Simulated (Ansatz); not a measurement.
**A ladder of methods for [SnH3]− (SMILES [H][Sn-]([H])[H])**

[SnH3]−: 4 atoms, total charge -1, spin state singlet. SMILES: `[H][Sn-]([H])[H]`. The shape comes from GFN2-xTB, which is rough for such elements, and wasn't checked as a minimum.

```xyz
4

Sn   -0.0064    0.0057    0.7917
H     1.6378   -0.0336   -0.2516
H    -0.7869    1.4325   -0.2804
H    -0.8445   -1.4046   -0.2596
```

Each level gives the energy change with the Sn1–H4 bond stretched from 1.949 to 3.897 Å (eV). The values are calculated.

```tsv
level	kind	program	value (eV)	less FCI/STO-3G
HF/STO-3G (restricted)	Hartree–Fock	Ansatz	6.34	+2.23
revPBE/STO-3G (restricted)	GGA	Ansatz	4.32	+0.21
PBE0/STO-3G (restricted)	global hybrid	Ansatz	5.06	+0.95
CAM-B3LYP/STO-3G (restricted)	range-separated hybrid	Ansatz	5.46	+1.35
HSE06/STO-3G (restricted)	range-separated hybrid	Ansatz	5.01	+0.90
B2PLYP/STO-3G (restricted)	double hybrid	Ansatz	4.67	+0.56
RPA@PBE/STO-3G (restricted)	RPA	Ansatz	3.76	-0.35
CCSDT(Q)/STO-3G (restricted)	coupled cluster or CI	Ansatz	4.16	+0.05
CCSDT/STO-3G (restricted)	coupled cluster or CI	Ansatz	4.09	-0.02
FCI/STO-3G	exact in the basis	Ansatz	4.11	0.00
```

FCI/STO-3G is exact within its basis and frozen core, so for wave-function methods in that basis the difference is their error; functionals converge differently with the basis, so for them it is only a difference. Spin-restricted single references rise too steeply as a bond breaks, Hartree–Fock most of all. All-electron rows without a relativistic Hamiltonian named are non-relativistic. Sets without diffuse functions describe the anion poorly. The first shape isn't each level's own minimum. The values span 3.76 to 6.34 eV. All rows use very small basis sets, so even the best lies far from the true value. In the correlated wave-function rows the outer d shell of Sn is correlated, in sets not made for it.

Stretching the Sn–H bond brings σ and σ* closer together, so the singlet needs a growing share of the doubly excited σ*² configuration. A single closed-shell determinant lacks it and retains too much ionic character, which accounts for most of the +2.23 eV Hartree–Fock error. Among the functionals without a perturbative or RPA correlation term, the value rises as more exact exchange enters, from revPBE to the hybrids. B2PLYP breaks this pattern despite its large exchange fraction, probably because its second-order term grows as the gap narrows.

CCSDT lies within 0.02 eV of FCI, as expected when essentially one electron pair is being uncoupled. Perturbative quadruples don't improve this energy difference, though the change is small. The minimal basis also penalises diffuse, electron-rich hydride, which probably disfavours the closed-shell SnH2 + H− channel and makes the stretched state more diradical than it should be. The ranking therefore tests how the methods handle static correlation at one stretched geometry, not the hydride affinity of SnH2 or the preferred dissociation channel.
